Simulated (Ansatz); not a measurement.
# Ligand exchange: GaH2I + CH4S → GaH2(SH) + CH3I

Species: GaH2I `[GaH2][I]`, singlet; CH4S (methanethiol) `CS`, singlet; GaH2(SH), singlet; CH3I (methyl iodide) `CI`, singlet. The partners trade I for SH: Ga–I and C–SH bonds give way to Ga–SH and C–I.

Shapes, held fixed at every level: PBE0-D4/def2-TZVP. Programs: Ansatz 0.2.0. The zero-point and thermal change to 298 K, harmonic and unscaled (PBE0-D4/def2-TZVP), is -1.7 kJ/mol.

Task: Estimate ΔH(298 K) of this reaction.

Result: The highest level, CCSD(T)/def2-TZVPP, gives ΔH(298 K) = +24.2 kJ/mol; the levels span +24.2 to +43.0. The column of differences is taken from that level and isn't an error. No measured value is set beside it here. For atoms past krypton def2 sets carry core potentials with scalar relativity. Relativity is left out for Ga unless named. Correlated rows may include outer-core shells of Ga, I, which these sets cover unevenly.

```json
{"level": "HF/def2-SVP", "kind": "Hartree–Fock", "ΔH(298 K) (kJ/mol)": "+43.0", "less CCSD(T)/def2-TZVPP": "+18.8"}
{"level": "SPW92/def2-TZVPP", "kind": "LDA", "ΔH(298 K) (kJ/mol)": "+25.5", "less CCSD(T)/def2-TZVPP": "+1.3"}
{"level": "PBE-D4/def2-TZVPP", "kind": "GGA", "ΔH(298 K) (kJ/mol)": "+24.8", "less CCSD(T)/def2-TZVPP": "+0.6"}
{"level": "wB97X-V/def2-TZVPP", "kind": "range-separated hybrid", "ΔH(298 K) (kJ/mol)": "+30.0", "less CCSD(T)/def2-TZVPP": "+5.8"}
{"level": "B2PLYP/def2-TZVPP", "kind": "double hybrid", "ΔH(298 K) (kJ/mol)": "+27.0", "less CCSD(T)/def2-TZVPP": "+2.8"}
{"level": "MP2/def2-SVP", "kind": "perturbation theory", "ΔH(298 K) (kJ/mol)": "+33.7", "less CCSD(T)/def2-TZVPP": "+9.5"}
{"level": "CCSD/def2-TZVPP", "kind": "coupled cluster or CI", "ΔH(298 K) (kJ/mol)": "+26.9", "less CCSD(T)/def2-TZVPP": "+2.7"}
{"level": "CCSD(T)/def2-TZVPP", "kind": "coupled cluster or CI", "ΔH(298 K) (kJ/mol)": "+24.2", "less CCSD(T)/def2-TZVPP": "0.0"}
```

The exchange is endothermic at every level, so the separated molecules favour iodine on gallium and sulfur on carbon. The thermal term of -1.7 kJ/mol is small, which places the preference in the electronic bond energies. Carbon loses more when SH gives way to I than gallium gains from the reverse change. The compact carbon hybrid overlaps poorly with the diffuse iodine 5p orbital, making C–I much weaker than C–S, whereas gallium's larger valence orbitals and the polarity of its bonds probably narrow the gap between Ga–I and Ga–SH.

Connected triples lower the enthalpy only modestly from CCSD, and the sign doesn't depend on them. The two highest values, from HF and MP2, both come from the smaller basis, so their excess can't be assigned to the treatment of correlation alone. The close agreement of PBE-D4 with CCSD(T) may owe something to error cancellation. Because gallium hydrides of this type tend to associate through iodide or thiolate bridges, the monomer enthalpy needn't carry over to condensed phases.
